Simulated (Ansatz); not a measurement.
**From SiH4 to SiHF3: predicting a member**

Gas-phase molecules. On one Si centre, n of the H ligands are replaced by F. The mean harmonic wavenumber of the Si–H stretches y in cm⁻¹ at PBE0-D4/def2-TZVP. The shapes are optimised at that level. Programs: Ansatz 0.2.0.

```
molecule  n  y (cm⁻¹)
    SiH4  0      2243
   SiH3F  1         ?
  SiH2F2  2      2291
   SiHF3  3      2362
```

Problem. Fit y = c + s·n to the known rows and predict SiH3F.

Solution. 
1. Means of the 3 rows: n = 1.66667, y = 2298.7.
2. Σ(Δn)² = 4.6667, Σ(Δn·Δy) = 174.67, so the slope is 174.67/4.6667 = 37.429.
3. Intercept: 2298.7 − (37.429) × 1.66667 = 2236.3. The largest residual of the fit is 20.
4. SiH3F: 2236.3 + (37.429) × 1 = 2274 cm⁻¹.

The run gave 2255 cm⁻¹, so the prediction is off by +19 cm⁻¹, within the largest residual. The step per swap drifts from +12 to +71 cm⁻¹. The wavenumbers are unscaled and lie a few per cent above observed bands. Electronegative ligands draw the centre's p character, so the other bonds gain s character and stiffen.

The Si–H stretch rises with every fluorine added, and each swap raises it more than the one before. The series is therefore convex, and a straight line through it runs too high in the middle: it overestimates SiH2F2, which was in the fit, as well as SiH3F, which was not. The +19 cm⁻¹ miss is thus systematic curvature rather than scatter, and the line falls short at SiHF3, the last member that still has an Si–H bond.

Besides rehybridisation, fluorine withdraws charge from silicon, which contracts its valence orbitals and should strengthen their overlap with hydrogen 1s. The small first step suggests a partly opposing effect, possibly fluorine lone-pair donation into Si–H σ* orbitals. With more fluorines, Si–F σ* orbitals compete as acceptors, so the stiffening could show more fully. The wavenumbers support a non-additive substituent effect, but without bond lengths or orbital populations they cannot apportion it among these contributions.
